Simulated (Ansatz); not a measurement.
## TaRu: pressure and energy less free atoms against volume scale

Periodic Kohn-Sham DFT of a crystal at fixed atoms, scaled to volume_scale times the given cell; pressure positive in compression, energy less spherical unpolarised free atoms, largest_vzz the field gradient of largest size among the nuclei. The results are calculated, by Ansatz 0.2.0.

The cell before it is scaled or strained (space group Pm-3m, No. 221):
```
CELL_PARAMETERS angstrom
3.18700 0.00000 0.00000
0.00000 3.18700 0.00000
0.00000 0.00000 3.18700
ATOMIC_POSITIONS crystal
Ta 0.50000 0.50000 0.50000
Ru 0.00000 0.00000 0.00000
```

Settings of every row: method all-electron LAPW; functional LDA; relativity scalar; k mesh 13x13x13; filling fermi-dirac; smearing width 0.03 eV; basis error target 0.25 meV/atom; nucleus gaussian.

Atom start moment: 0 on all atoms.

Limits: no spin-orbit coupling on heavy atoms.

```
row  volume scale  V (Å³/atom)  pressure (GPa)  energy less free atoms (eV/atom)
  1          0.94       15.214          -1.007                          -11.0055
  2          0.96       15.538           -6.66                          -10.9976
  3          0.98       15.861         -11.698                           -10.979
  4          0.99       16.023         -14.008                           -10.966
  5             1       16.185          -16.19                          -10.9507
  6          1.01       16.347         -18.248                          -10.9333
  7          1.02       16.509         -20.191                          -10.9139
  8          1.04       16.833               ?                                 ?
  9          1.06       17.156         -26.925                          -10.8181
```

Question: what pressure and energy less free atoms should row 8 give?

Worked fit of pressure. Take u = (V_r/V)^(2/3) − 1 with V_r = 16.104 Å³ an atom, which is twice the finite (Eulerian) strain; such expansions in the strain, on which the Birch-Murnaghan equation of state is built, carry the rest volume and the bulk modulus. The shown rows have u = 0.03863, 0.02414, 0.01019, 0.00337, -0.00334, -0.00993, -0.01642, -0.04131. Least squares give pressure = −15.1141 + 325.42 × u + 994.91 × u² + 923 × u³ GPa; a parabola predicts inner rows, each left out in turn, worse (root mean square 0.015 against 0.0056 GPa). The rows lie off it by -0.002, 0.006, -0.004, -0.002, 0.000, 0.000, 0.002, -0.001 (root mean square 0.0029 GPa). The withheld row has u = -0.02908, so the fit gives −15.1141 + 325.42 × (-0.02908) + 994.91 × (-0.02908)² + 923 × (-0.02908)³ = -23.759 GPa.

The calculation gave -23.756 GPa. The fit lies 0.003 GPa (0.012 % of the column's range) below it; its largest miss of a shown row is 0.006 GPa.

Worked fit of energy less free atoms. Take u = (V_r/V)^(2/3) − 1 with V_r = 16.104 Å³ an atom, which is twice the finite (Eulerian) strain; such expansions in the strain, on which the Birch-Murnaghan equation of state is built, carry the rest volume and the bulk modulus. The shown rows have u = 0.03863, 0.02414, 0.01019, 0.00337, -0.00334, -0.00993, -0.01642, -0.04131. Least squares give energy less free atoms = −10.95863 − 2.2775 × u + 27.388 × u² + 4.2 × u³ eV/atom; a parabola predicts inner rows, each left out in turn, worse (root mean square 6.8e-05 against 2.9e-05 eV/atom). All shown rows lie on it to the printed digit. The withheld row has u = -0.02908, so the fit gives −10.95863 − 2.2775 × (-0.02908) + 27.388 × (-0.02908)² + 4.2 × (-0.02908)³ = -10.8693 eV/atom.

The calculation gave -10.8694 eV/atom. The fit lies 0.0001 eV/atom (0.053 % of the column's range) above it, one unit of the last digit.
